## The RPA spin-scaling relation and the ferromagnetic high-density constant

### Premises and conventions

Hartree atomic units are used. The system is the three-dimensional uniform electron gas at zero temperature, with dispersion $p^2/2$, interaction $v(q)=4\pi/q^2$ and a neutralising background. The density is $n=3/(4\pi r_s^3)$ and the polarisation is $\zeta=(n_\uparrow-n_\downarrow)/n$. The high-density coefficients of the correlation energy per electron are defined by

$$\varepsilon_c(r_s,\zeta)=c_0(\zeta)\ln r_s-c_1(\zeta)+O(r_s\ln r_s).\tag{1}$$

The starting point is the adiabatic-connection fluctuation-dissipation formula,

$$\varepsilon_c=-\frac1n\int\!\frac{d^3q}{(2\pi)^3}\int_0^\infty\!\frac{d\omega}{2\pi}\int_0^1\!d\gamma\;v(q)\,[\chi_\gamma(q,i\omega)-\chi_0(q,i\omega)],$$

where $\chi_\gamma$ is the density response at coupling $\gamma v$. The random-phase approximation (RPA) sets $\chi_\gamma=\chi_0/(1-\gamma v\chi_0)$. Since $\int_0^1 d\gamma\,v\chi_0/(1-\gamma v\chi_0)=-\ln(1-v\chi_0)$, the ring sum is

$$\varepsilon_c^{\rm RPA}=\frac1n\int\!\frac{d^3q}{(2\pi)^3}\int_0^\infty\!\frac{d\omega}{2\pi}\,[\ln(1+Y)-Y],\qquad Y=-v\chi_0\ge0.\tag{2}$$

The interaction does not act on spin, so $\chi_0=\sum_\sigma\chi_\sigma$. At $\zeta=0$ and at $\zeta=1$ the gas consists of $g$ identical Fermi spheres, $g=2$ and $g=1$, of radius $k=(6\pi^2n/g)^{1/3}$.

### Scaling of the response of one Fermi sphere

For one sphere, with $\Delta=\mathbf p\cdot\mathbf q+q^2/2$,

$$\chi_\sigma(q,i\omega)=-\int_{p<k}\!\frac{d^3p}{(2\pi)^3}\,\frac{2\Delta}{\Delta^2+\omega^2}.$$

No blocking factor is needed, because transitions between two occupied states cancel in pairs ($\Delta\to-\Delta$). Put $z=q/2k$, $u=\omega/qk$, and let $kt$ be the component of $\mathbf p$ along $\mathbf q$, so that $\Delta=qk(t+z)$. A slab at fixed $t$ has volume $\pi k^3(1-t^2)\,dt$. Then $\chi_\sigma=-(k/2\pi^2)\,G(z,u)$ with

$$G=\frac1{4z}\int_{-1}^{1}\!dt\,\frac{(1-t^2)(t+z)}{(t+z)^2+u^2}.\tag{3}$$

The integral is elementary:

$$G=\frac12+\frac{1-z^2+u^2}{8z}\ln\frac{(z+1)^2+u^2}{(z-1)^2+u^2}-\frac u2\Big[\arctan\frac{1+z}{u}+\arctan\frac{1-z}{u}\Big].$$

$G$ contains neither $k$ nor $g$. Expanding (3) in $z$ with $f(t)=t/(t^2+u^2)$, the even derivatives of $f$ drop out by parity, and integration by parts of the $f'$ and $f'''$ terms gives

$$G=R(u)-\frac{z^2}{3(1+u^2)^2}+O(z^4),\qquad R(u)=1-u\arctan\frac1u.\tag{4}$$

### The scaling relation

With $g$ spheres,

$$Y=\frac{4\pi}{4k^2z^2}\cdot\frac{gk}{2\pi^2}\,G=\frac{\lambda\,G}{z^2},\qquad\lambda=\frac{g}{2\pi k}.$$

The measure in (2) is $q^2dq\,d\omega/4\pi^3$, and $q=2kz$, $\omega=2k^2zu$ give $q^2dq\,d\omega=16k^5z^3\,dz\,du$. Division by $n=gk^3/6\pi^2$ leaves the prefactor $24k^2/\pi g$, and $k=g/2\pi\lambda$ turns it into $6g/\pi^3\lambda^2$:

$$\varepsilon_c^{\rm RPA}=\frac{6g}{\pi^3}\,\frac{\Phi(\lambda)}{\lambda^2},\qquad\Phi(\lambda)=\int_0^\infty\!du\int_0^\infty\!dz\;z^3\Big[\ln\Big(1+\frac{\lambda G}{z^2}\Big)-\frac{\lambda G}{z^2}\Big].\tag{5}$$

Inserting $k=(g/2)^{-1/3}/(\alpha r_s)$, with $\alpha=(4/9\pi)^{1/3}=0.5211$,

$$\lambda=\frac{\alpha r_s}{\pi}\Big(\frac g2\Big)^{4/3},\tag{6}$$

which is $0.1659\,r_s$ for $g=2$ and $0.0658\,r_s$ for $g=1$. The energy is $g$ times a universal function of $\lambda$. The polarised gas at $r_s$ has the same $\lambda$ as the unpolarised gas at $r_s/2^{4/3}$, and half its prefactor:

$$\boxed{\varepsilon_c^{\rm RPA}(r_s,1)=\tfrac12\,\varepsilon_c^{\rm RPA}\big(r_s/2^{4/3},0\big)}\tag{7}$$

No expansion in $r_s$ has been made. In unscaled variables the partner gas has twice the Fermi radius and $16$ times the density. Its $Y$ at $(2q,4\omega)$ equals that of the polarised gas at $(q,\omega)$, the measure $d^3q\,d\omega$ grows by $2^5$, and $2^5/16=2$.

Inserting (1) into (7), with a superscript $r$ for the ring part, gives $\tfrac12[c_0(0)\ln r_s-\tfrac43c_0(0)\ln2-c_1^r(0)]$, so

$$c_0(1)=\tfrac12c_0(0),\qquad c_1^r(1)=\tfrac12c_1^r(0)+\tfrac23\,c_0(0)\ln2.\tag{8}$$

The logarithm comes from the rings alone, since only they carry the repeated factor $v(q)$ at one small momentum transfer that makes second order diverge, so $c_0$ needs no superscript.

### The ring constant of the unpolarised gas

Following the method of Gell-Mann and Brueckner (1957), add and subtract a reference integrand in which $G\to R$ and $z<1$. With $a=\lambda R$ and $y=z^2$, one integration by parts gives

$$\int_0^1\!dz\,z^3\Big[\ln\Big(1+\frac a{z^2}\Big)-\frac a{z^2}\Big]=\frac14\Big[\ln(1+a)-a-a^2\ln\Big(1+\frac1a\Big)\Big]=\frac{a^2}4\Big(\ln a-\frac12\Big)+O(a^3).$$

In the difference between the true and the reference integrand the $\lambda^2$ term is $-\tfrac12\lambda^2[G^2-R^2\theta(1-z)]/z$. By (4) it vanishes at $z=0$ and is integrable, and the remainder is $O(\lambda^3\ln\lambda)$. Hence

$$\frac{\Phi}{\lambda^2}=\frac14\int_0^\infty\!du\,R^2\Big[\ln\lambda+\ln R-\frac12\Big]-\frac D2,\qquad D=\int_0^\infty\!\frac{dz}z\,[I(z)-I(0)\,\theta(1-z)],\tag{9}$$

with $I(z)=\int_0^\infty G^2du$.

**The function $I(z)$.** Fold (3) onto $a=|t+z|$, the letter $a$ now denoting this variable. The weight is $w(a)=P(a-z)-P(a+z)$ with $P(t)=(1-t^2)\,\theta(1-|t|)$, and $G=(1/4z)\int_0^\infty w(a)\,a\,da/(a^2+u^2)$. For $a,b>0$, $\int_0^\infty ab\,du/[(a^2+u^2)(b^2+u^2)]=\pi/[2(a+b)]$, so

$$I(z)=\frac{\pi}{32z^2}M(z),\qquad M=\iint_{a,b>0}\frac{w(a)\,w(b)}{a+b}\,da\,db.$$

As $z\to0$, $w\to4az$ on $(0,1)$, and $\int_0^1\!\int_0^1ab\,da\,db/(a+b)=\tfrac23(1-\ln2)$. Thus $I(0)=\pi(1-\ln2)/3$, and (5), (6) and (9) with $g=2$ give

$$c_0(0)=\frac{12}{\pi^3}\cdot\frac{I(0)}4=\frac{1-\ln2}{\pi^2}=0.031091,\qquad c_0(1)=0.015545.$$

For $z>1$ only $P(a-z)$ contributes. The denominator is $t+s+2z$, and the convolution of $P$ with itself at $t+s=\pm2y$ is $W(y)=\tfrac{16}{15}(1-5y^2+5y^3-y^5)$ for $0\le y\le1$. Therefore $M=\int_0^1W(y)\,2z\,dy/(z^2-y^2)$.

For $z<1$, $M=T(z,z)-2T(z,-z)+T(-z,-z)$, where $T(x,x')$ is the integral of $P(a-x)P(b-x')/(a+b)$ over $0<a<A=1+x$, $0<b<B=1+x'$. Let $p(t)=1-t^2$. The $b$ integral is $p(a+x')\ln[(a+B)/a]$ plus a polynomial. With $S(a)=\int_0^ap(s-x)\,p(s+x')\,ds$, integration by parts gives the logarithmic part

$$[S(A)-S(-B)]\ln(A+B)-S(A)\ln A+S(-B)\ln B.$$

For $x=x'=\pm z$, $S$ is odd and $S(A)=W(\mp z)/2$, with $W$ read as the polynomial. The two terms sum to $[W(z)+W(-z)]\ln2=\tfrac{32}{15}(1-5z^2)\ln2$. For $x'=-x=-z$, $S(a)=U(a-z)+U(z)$ with $U(t)=t-\tfrac23t^3+\tfrac15t^5$ and $U(1)=\tfrac8{15}$. The polynomial part of $M$ is even in $z$ and of degree at most five. Its three coefficients follow from the small-$z$ form $M=\tfrac{32}3(1-\ln2)z^2-\tfrac83z^4+\dots$, where the $z^4$ term comes from (4) and $\int_0^\infty R\,du/(1+u^2)^2=\pi/8$. The result is

$$M=\Big(\frac{116}{15}-\frac{32}3\ln2\Big)z^2-\frac45z^4+2\Big(\frac8{15}+U\Big)\ln(1+z)+2\Big(\frac8{15}-U\Big)\ln(1-z),$$

with $U=U(z)$. Both forms equal $(104-128\ln2)/15$ at $z=1$.

**The constant $D$.** Write $D=(\pi/32)(D_1+D_2)$ and $L(z)=\ln[(1+z)/(1-z)]$. The needed integrals over $(0,1)$ follow from the power series of the logarithms: $\int L=2\ln2$, $\int L/z=\pi^2/4$, $\int z^2L=\tfrac23\ln2+\tfrac13$, $\int(L-2z)/z^2=2(1-\ln2)$, $\int(L-2z)/z^3=1$ and $\int[\ln(1-z^2)+z^2]/z^3=-\tfrac12$. For $z<1$,

$$D_1=\int_0^1\!\frac{dz}{z^3}\Big[-\frac45z^4+\frac{16}{15}\big(\ln(1-z^2)+z^2\big)+2UL-4z^2\Big]=\frac{16}5-\frac{32}5\ln2=-1.2361.$$

For $z>1$ the $z$ integral is done first, $\int_1^\infty2\,dz/[z^2(z^2-y^2)]=[L(y)-2y]/y^3$, and

$$D_2=\int_0^1\!W(y)\,\frac{L-2y}{y^3}\,dy=\frac{16}{15}\Big(\frac{37}6-\frac{5\pi^2}4+\frac{28}3\ln2\Big)=0.3190.$$

The sum is $\tfrac{88}9-\tfrac43\pi^2+\tfrac{32}9\ln2$, so that

$$-\frac{6D}{\pi^3}=\frac14-\frac{11+4\ln2}{6\pi^2}=0.01742.$$

**Assembly.** Define $\langle\ln R\rangle=\int R^2\ln R\,du/\int R^2du$. The substitution $u=\cot\vartheta$, $R=1-\vartheta\cot\vartheta$, maps it to a finite interval, and quadrature gives $-0.5507$. With $\ln(\alpha/\pi)=-1.7966$,

$$-c_1^r(0)=c_0(0)\Big[\ln\frac\alpha\pi-\frac12\Big]+c_0(0)\langle\ln R\rangle-\frac{6D}{\pi^3}=-0.07140-0.01712+0.01742=-0.07110.\tag{10}$$

### Second-order exchange does not scale like the rings

At order $r_s^0$ one further term contributes to (1), the exchange partner of the second-order ring. Let electrons $\mathbf k$ and $-\mathbf p$ scatter to $\mathbf k+\mathbf q$ and $-\mathbf p-\mathbf q$. The excitation energy is $\mathbf q\cdot(\mathbf k+\mathbf p+\mathbf q)$, and the exchanged process transfers $\mathbf k+\mathbf p+\mathbf q$ and requires equal spins. Second-order perturbation theory gives, per volume,

$$\frac{E_{2x}}V=\frac12\sum_\sigma\int\!\frac{d^3q\,d^3k\,d^3p}{(2\pi)^9}\,\frac{v(q)\,v(|\mathbf k+\mathbf p+\mathbf q|)}{\mathbf q\cdot(\mathbf k+\mathbf p+\mathbf q)},$$

over $k,p<k_\sigma$ and $|\mathbf k+\mathbf q|,|\mathbf p+\mathbf q|>k_\sigma$. It is positive and converges at small $q$, where only one factor $1/q^2$ is present. Measuring momenta in units of $k_\sigma$ extracts $k_\sigma^{9-2-2-2}=k_\sigma^3=6\pi^2n_\sigma$ and leaves a pure number $J_x$, the same for each spin. Since $\sum_\sigma n_\sigma=n$,

$$\varepsilon_{2x}=\frac{3J_x}{32\pi^5}\quad\text{for every }r_s\text{ and }\zeta.$$

Its value is taken as a given input, the closed form of Onsager, Mittag and Stephen (1966), $\varepsilon_{2x}=\tfrac16\ln2-3\zeta_R(3)/4\pi^2$, approximately $0.02418$, where $\zeta_R$ is the Riemann function. Rule (7) would halve a constant, and this constant stays whole. Thus $c_1(\zeta)=c_1^r(\zeta)-\varepsilon_{2x}$, and (8) yields

$$c_1(1)=\tfrac12c_1^r(0)+\tfrac23c_0(0)\ln2-\varepsilon_{2x}=\tfrac12c_1(0)+\tfrac23c_0(0)\ln2-\tfrac12\varepsilon_{2x}.\tag{11}$$

Power counting shows the general rule. A diagram with $m$ interaction lines and $l$ closed fermion loops carries $g^l$ from the spin sums and, by dimensions, $k^{5-m}$ per volume. Per electron this is $g^{l-1}k^{2-m}\propto g\,\lambda^{m-2}\,g^{\,l-m}$. The form (5) requires $l=m$. The rings satisfy it, and so does first-order exchange ($l=m=1$), for which (7) gives the factor $\tfrac12\,2^{4/3}=2^{1/3}$. Second-order exchange has $m=2$, $l=1$ and goes as $g^0$.

### Hedin-Lundqvist type fits

The form of Hedin and Lundqvist (1971) is

$$\varepsilon_c=-C\,H(r_s/A),\qquad H(x)=(1+x^3)\ln(1+1/x)+\frac x2-x^2-\frac13.$$

If the paramagnetic curve is $-C_PH(r_s/A_P)$, then (7) gives $-\tfrac12C_PH\big(r_s/(2^{4/3}A_P)\big)$, which has the same form with

$$C_F=\tfrac12C_P,\qquad A_F=2^{4/3}A_P=2.520\,A_P.\tag{12}$$

Nothing about $H$ was used, so (12) holds for any fit with one amplitude and one length. For the approximate parameters $C_P=0.0225$ hartree and $A_P=21$ associated with this form, (12) gives $C_F=0.01125$ hartree and $A_F=52.9$. As $x\to0$, $H\to-\ln x-\tfrac13$, so the fit has $c_0=C$ and $c_1=C(\ln A-\tfrac13)$. A fit with $C_P\ne c_0(0)$ does not have the exact logarithm, and (12) carries the same fractional defect to $\zeta=1$.

### Range of validity

*Exact within the RPA.* Relation (7) holds at every $r_s$ for the ring sum (2). It connects only states made of identical spheres. For $0<\zeta<1$, $Y$ contains two radii and depends on their ratio, so no rescaling of $r_s$ reduces it to the unpolarised case, and an interpolation in $\zeta$ is a separate input. Equations (5) and (6) cover any number $g$ of equivalent isotropic parabolic valleys and spins, provided intervalley scattering is neglected.

*Dependent on interaction and dimension.* For a range-separated interaction $v=(4\pi/q^2)\,\phi(q/\mu)$, the integrand depends on $\mu/k$ as well. The partner gas has twice the Fermi radius, so (7) holds with $\mu$ on the left and $2\mu$ on the right. In two dimensions $v=2\pi/q$, again $\lambda\propto g/k$, but $k\propto g^{-1/2}/r_s$, and $2^{4/3}$ becomes $2^{3/2}$ with the factor $\tfrac12$ unchanged.

*Beyond the RPA only $c_0$ obeys the rule.* Diagrams with $l<m$ break (7) from order $r_s^0$ on. Applying (12) to parameters that include correlation beyond the rings is an assumption and does not follow from the derivation.

*The next order and the limit $\zeta\to1$.* The third-order term of (5) is $\lambda^3G^3/3z^3$. By (4) its $1/z$ part is $-\lambda^3R^2/[3(1+u^2)^2z]$, cut off at $z\sim\sqrt\lambda$, which contributes $\tfrac16\lambda^3\ln\lambda\;J$ to $\Phi$ with $J=\int_0^\infty R^2du/(1+u^2)^2=\pi(\pi^2-6)/48$. The ring coefficient of $r_s\ln r_s$ is then $2\alpha J/\pi^4=0.00271$ at $\zeta=0$ and, by (7), $2^{-7/3}$ times this, $0.00054$, at $\zeta=1$. A small minority sphere of radius $\kappa k$ adds $\kappa G(z/\kappa,u/\kappa)$ to $G$. Its $z^2$ term, $-z^2/[3\kappa(1+u^2/\kappa^2)^2]$, has a $u$ integral independent of $\kappa$ and sits at small $u$, where $R\to1$. It adds $\pi/4$ to $J$, so the coefficient obtained by letting $\zeta\to1$ after the expansion in $r_s$ is larger by $(\pi^2+6)/(\pi^2-6)=4.10$. That expansion needs $\sqrt\lambda\ll\kappa$, which fails as $\kappa\to0$ at fixed $r_s$. Relation (7) describes the gas with an empty minority sphere. The $z^0$ term of the minority response vanishes with $\kappa$, so $c_0$ is continuous there.

*Two-term form.* Equation (1) needs $r_s\ll1$. Approximate values for the full next terms at $\zeta=1$, taken as inputs, are $0.003\,r_s\ln r_s-0.004\,r_s$. Their magnitude is about $0.001$ hartree at $r_s=0.1$. At $r_s=1$ the linear term alone is a third of the $\tfrac12\varepsilon_{2x}$ in (11), so at metallic densities, $r_s>1$, the constant $c_1$ no longer fixes the energy.

### Numerical illustration: $c_1(1)$

From (8) and (10), $c_1^r(1)=0.03555+0.01437=0.04992$. Subtracting second-order exchange at both ends gives, in hartree:

| | $\zeta=0$ | $\zeta=1$ |
|---|---|---|
| $c_0$ | 0.031091 | 0.015545 |
| $c_1^r$ | 0.07110 | 0.04992 |
| $\varepsilon_{2x}$ | 0.02418 | 0.02418 |
| $c_1$ | 0.04692 | 0.02574 |

Second-order exchange cancels 34 per cent of the ring constant at $\zeta=0$ and 48 per cent at $\zeta=1$. If (7) is applied to the full $c_1(0)$, the outcome is $0.02346+0.01437=0.03783$, which exceeds $c_1(1)$ by $\tfrac12\varepsilon_{2x}=0.01209$ hartree, or 0.329 eV per electron, 47 per cent of the constant.

The same shift appears in a Hedin-Lundqvist form matched to the high-density limit, $C=c_0$ and $A=\exp(c_1/c_0+\tfrac13)$. The ring constants give $A_P=13.7$ and $A_F=34.6$, in the ratio $2^{4/3}$. The full constants give $A_P=6.31$ and $A_F=7.31$, and (11) gives their ratio as $2^{4/3}\exp[-\varepsilon_{2x}/c_0(0)]=1.158$, while $C_F=C_P/2$ survives.

At $r_s=0.1$ the logarithmic term of the polarised gas is $-0.036$ hartree. The two-term energy (1) is $-0.062$ hartree with $c_1(1)$ from (11) and $-0.074$ hartree with the wrongly scaled constant, a gap about ten times the neglected terms of $0.001$ hartree.